# Thermal near field above SiC: a wrong ray-optics estimate and its repair

## Setting and conventions

Half-space $z<0$ at $T=300$ K, vacuum above, observation height $z=100$ nm. SI units, fields $\propto e^{-i\omega t}$, $k=\omega/c$, in-plane wavevector $K$, $\gamma=\sqrt{k^2-K^2}$ with $\mathrm{Im}\,\gamma\ge0$. Spectra are one-sided, $\langle E_jE_k\rangle=\int_0^\infty W_{jk}\,d\omega$, without zero-point part.

$$\Theta=\frac{\hbar\omega}{e^{\hbar\omega/k_BT}-1},\qquad u_{bb}=\frac{\Theta\,\omega^2}{\pi^2c^3}$$

Model: isotropic, local, undoped, one oscillator,

$$\epsilon=\epsilon_\infty\frac{\omega_L^2-\omega^2-i\Gamma\omega}{\omega_T^2-\omega^2-i\Gamma\omega},$$

with typical SiC inputs $\epsilon_\infty=6.7$, $\omega_L=969$, $\omega_T=793$, $\Gamma=4.76$ cm$^{-1}$. All numbers below are the model's.

Define $\beta=(\epsilon-1)/(\epsilon+1)$. Algebra gives exactly

$$\beta=\frac{\epsilon_\infty-1}{\epsilon_\infty+1}+\frac{2}{\epsilon_\infty+1}\,\frac{\omega_s^2-\omega_T^2}{\omega_s^2-\omega^2-i\Gamma\omega},\qquad \omega_s^2=\frac{\epsilon_\infty\omega_L^2+\omega_T^2}{\epsilon_\infty+1}.$$

At $\omega_s=948.0$ cm$^{-1}$ ($\lambda=10.55$ µm, $\hbar\omega_s=117.5$ meV): $\epsilon=-0.998+0.129i$, $\mathrm{Im}\,\beta=15.5$, $kz=0.0596$, occupation $n=0.0107$, $\Theta=1.26$ meV, $u_{bb}=4.56\times10^{-9}$ J m$^{-3}$ per cm$^{-1}$.

Continuum: $z$ is 99 times the 4H lattice constant along the axis, 10.0848 Å (compiled value, 2001). The 4H gap 3.26 eV (compiled value, Deguchi 2016) is $28\,\hbar\omega_s$ and $126\,k_BT$: constant $\epsilon_\infty$, negligible intrinsic carriers.

## The attempt (WRONG)

*This section reaches a false result.*

**W1.** Kirchhoff's law: radiance $I(\theta)=e(\theta)\,c\,u_{bb}/4\pi$, with $e=1-\tfrac12(|r_s|^2+|r_p|^2)\le1$ and $r_{s,p}$ the Fresnel coefficients.

**W2.** "The energy above the surface is the energy radiated through that point", so with $\mu=\cos\theta$

$$u_{\rm wrong}=\frac1c\int_{2\pi}I\,d\Omega=\frac{u_{bb}}2\int_0^1e(\mu)\,d\mu\le\frac{u_{bb}}2 .$$

**W3.** At $\omega_s$, $e(\mu=1)=0.120$; the angular integral gives $u_{\rm wrong}=0.037\,u_{bb}=1.7\times10^{-10}$ J m$^{-3}$ per cm$^{-1}$, independent of $z$, and low because the reststrahlen band reflects.

**W4.** $W_{zz}(\rho)$, for two points at height $z$ a distance $\rho$ apart, is then a positive-weight average of $J_0(K\rho)$ over $K\le k$. While $J_0$ decreases, $W_{zz}(\rho)/W_{zz}(0)\ge J_0(k\rho)$. $J_0=\tfrac12$ at $k\rho=1.521$, so the half width is at least 2.55 µm.

Wrong answer: a sub-blackbody, height-independent field, coherent over micrometres.

## Symptom

Close the system with distant walls at 300 K and place a weakly coupled $z$-polarised dipole oscillator of frequency $\omega_s$ at height $z$. Its image dipole $\beta p$ sits at distance $2z$ and returns the field $\beta p/(16\pi\epsilon_0z^3)$. The free-space reaction field has imaginary part $k^3p/(6\pi\epsilon_0)$. The damping ratio is

$$\frac{\Gamma_z}{\Gamma_0}\simeq\frac{3\,\mathrm{Im}\,\beta}{8(kz)^3}=2.8\times10^{4}.$$

The pumping is proportional to $W_{zz}$. Count rays only. Per $K$, incident plus reflected waves give $|1+r_pe^{2i\gamma z}|^2$ and the emitted wave $1-|r_p|^2$; the sum $2+2\,\mathrm{Re}(r_pe^{2i\gamma z})\le4$ compares with 2 in free space. Pumping is at most doubled. The steady occupation would obey $n'\le2n\,\Gamma_0/\Gamma_z=7.8\times10^{-7}$, a temperature $\hbar\omega_s/[k_B\ln(1+1/n')]\le97$ K inside an enclosure at 300 K. The second law forbids this. A loss channel growing as $z^{-3}$ requires fluctuations growing as $z^{-3}$.

## The faulty line

W2. The measure is $d\Omega=d^2K/(k\gamma)$, real only for $K\le k$; integrating over solid angle discards $K>k$. Thermal polarisation currents in the solid have all $K$. For $K>k$, $\gamma=i|\gamma|$: the wave decays as $e^{-|\gamma|z}$, stores energy, and has normal Poynting flux $S_z\propto\mathrm{Re}\,\gamma=0$. Kirchhoff's law bounds the flux emitted to infinity,

$$S_z=\frac{c\,u_{bb}}{4}\int_0^12\mu\,e(\mu)\,d\mu\le\frac{c\,u_{bb}}4,$$

and says nothing on stored energy. W1 is right, and W3 is the correct *propagating* part for cold surroundings.

## Mended calculation

**Fluctuation-dissipation theorem.** With $\mathbf E(\mathbf r)=\mu_0\omega^2\,\mathsf G(\mathbf r,\mathbf r')\,\mathbf p$,

$$W_{jk}(\mathbf r,\mathbf r')=\frac{2\mu_0\omega\,\Theta}{\pi}\,\mathrm{Im}\,G_{jk},\qquad u_E=\frac{\epsilon_0}{2}\mathrm{Tr}\,W=\frac{\omega\,\Theta}{\pi c^2}\,\mathrm{Im\,Tr}\,\mathsf G .$$

Test: in free space $\mathrm{Im\,Tr}\,\mathsf G=k/2\pi$, so $u_E=u_{bb}/2$; the magnetic field supplies the rest. The theorem assumes global equilibrium. Distant walls send only propagating waves, so the evanescent part is the same for cold surroundings.

**Quasi-static Green tensor, $kz\ll1$.** Image of $p_z$: $+\beta p_z$; image of $p_x$: $-\beta p_x$. Hence

$$G_{zz}=\frac{\beta}{16\pi k^2z^3},\quad G_{xx}=G_{yy}=\frac{\beta}{32\pi k^2z^3},\quad \mathrm{Tr}\,\mathsf G=\frac{\beta}{8\pi k^2z^3}.$$

**Energy density.**

$$\boxed{u(z,\omega)=\frac{\Theta(\omega,T)}{8\pi^2\omega z^3}\,\mathrm{Im}\frac{\epsilon-1}{\epsilon+1}},\qquad \frac{u}{u_{bb}}=\frac{\mathrm{Im}\,\beta}{8(kz)^3}.$$

Half of $u$ lies in $E_z$. With this field, pumping and damping of the probe both follow $\mathrm{Im}\,G_{zz}$, and $n'=n$.

At $\omega_s$: $u=9.2\times10^3\,u_{bb}=4.2\times10^{-5}$ J m$^{-3}$ per cm$^{-1}$.

**Retardation.** Put $|\gamma|=kq$, $q_1=\sqrt{q^2+1-\epsilon}$, $r_s=(q-q_1)/(q+q_1)$, $r_p=(\epsilon q-q_1)/(\epsilon q+q_1)$. The reflected electric trace weights $r_s$ by 1 and $r_p$ by $2K^2/k^2-1$; the magnetic trace swaps them. The sum, with $K^2/k^2=1+q^2$, is

$$\frac{u_{\rm ev}}{u_{bb}}=\frac12\int_0^\infty(1+q^2)\,\mathrm{Im}(r_s+r_p)\,e^{-2qkz}\,dq .$$

For $q\gg1$, $r_p\to\beta$ and $r_s\to0$, which returns the boxed form. Numerical integration at $\omega_s$ gives $9.2\times10^3$, within 1 % of the quasi-static value.

**Spectrum.** $\mathrm{Im}\,\beta/\omega\propto\Gamma/[(\omega_s^2-\omega^2)^2+\Gamma^2\omega^2]$: a line at $\epsilon\simeq-1$ of full width $\Gamma$, $\omega_s/\Gamma=199$. Its integral over $\omega>0$ is $\pi/2\omega_s^2$, that is $(\pi\Gamma/2)$ times its value at $\omega_s$. Freezing $\Theta$ at $\omega_s$,

$$U=\frac{\pi\Gamma}{2}\,u(\omega_s)=3.1\times10^{-4}\ \text{J m}^{-3},$$

independent of $\Gamma$. Keeping $\Theta(\omega)$ in the wings adds 3 %. The whole blackbody spectrum holds $4\sigma T^4/c=6.13\times10^{-6}$ J m$^{-3}$; the line alone holds 51 times more.

**Coherence.** The image of $p_z$ is displaced by $(\rho,2z)$ from the second point:

$$G_{zz}(\rho)=\frac{\beta}{4\pi k^2}\int_0^\infty K^2J_0(K\rho)\,e^{-2Kz}dK=\frac{\beta}{4\pi k^2}\,\frac{8z^2-\rho^2}{(4z^2+\rho^2)^{5/2}},$$

$$\boxed{W_{zz}(\rho)=\frac{\Theta\,\mathrm{Im}\,\beta}{2\pi^2\epsilon_0\omega}\,\frac{8z^2-\rho^2}{(4z^2+\rho^2)^{5/2}}}$$

The shape contains neither $\lambda$ nor $\epsilon$. Half maximum at $\rho=1.00\,z=0.10$ µm; zero at $2\sqrt2\,z=0.28$ µm; negative $\rho^{-3}$ tail. The weight $K^2e^{-2Kz}$ peaks at $K=1/z=17\,k$, far outside the light cone.

**Range of this form.** The retarded version is $W_{zz}\propto\int(1+q^2)\,\mathrm{Im}\,r_p\,J_0(k\rho\sqrt{1+q^2})\,e^{-2qkz}dq$. At $\omega_s$ it lowers the zero slightly, to between 0.26 and 0.28 µm. The surface phonon polariton, $K_{sp}=k\sqrt{\epsilon/(\epsilon+1)}$, is overdamped there: $K_{sp}/k=2.08+1.86i$, $1/\mathrm{Im}\,K_{sp}=0.90$ µm. Deeper in the band it is long-lived. At 880 cm$^{-1}$, $\epsilon=-7.56+0.41i$ and $1/\mathrm{Im}\,K_{sp}=0.41$ mm. For nearly real $\epsilon=\epsilon'$ the pole of $r_p$ lies at $q_0=(-\epsilon'-1)^{-1/2}$ with residue $2\epsilon'^2q_0/(\epsilon'^2-1)$ and contributes

$$\frac{u_{sp}}{u_{bb}}=\frac{\pi\,\epsilon'^2q_0(1+q_0^2)}{\epsilon'^2-1}\,e^{-2q_0kz}=1.4,$$

against 14 from the quasi-static term. The coherence length of order $z$ then describes the central peak, which sits on a weak, long-ranged polariton tail.

## Size of the error

At $\omega_s$, $z=100$ nm, 300 K:

| Quantity | Wrong | Mended |
|---|---|---|
| $u/u_{bb}$ | 0.037 (bound $1/2$) | $9.2\times10^3$ |
| $u$, J m$^{-3}$ per cm$^{-1}$ | $1.7\times10^{-10}$ | $4.2\times10^{-5}$ |
| integrated $U$, J m$^{-3}$ | $\le3.06\times10^{-6}$ | $3.1\times10^{-4}$ |
| height law | $z^0$ | $z^{-3}$ |
| half width of $W_{zz}$, µm | $\ge2.55$ | 0.10 |

The spectral density is too low by $2.5\times10^5$; even the bound is exceeded by $1.8\times10^4$. The integrated density is too low by at least $1.0\times10^2$, and the coherence width is more than twenty times too large.

The converse slip is equally wrong: $c\,u/4$ built from the mended $u$ is not an emitted flux. Evanescent waves carry normal flux only when a second absorber within their decay length adds a counter-decaying wave; that exchange is not bounded by Planck's law.

Model limits: the peak scales as $1/\Gamma$. Typical SiC dampings span roughly 3 to 5 cm$^{-1}$, so a cleaner crystal would show a peak up to 1.6 times higher at the same area $U$. For uniaxial 4H cut normal to its axis, $\epsilon$ in $\beta$ becomes $\sqrt{\epsilon_\perp\epsilon_\parallel}$ (branch with positive imaginary part); this moves the line and leaves the $z^{-3}$ law and the shape of $W_{zz}$ unchanged.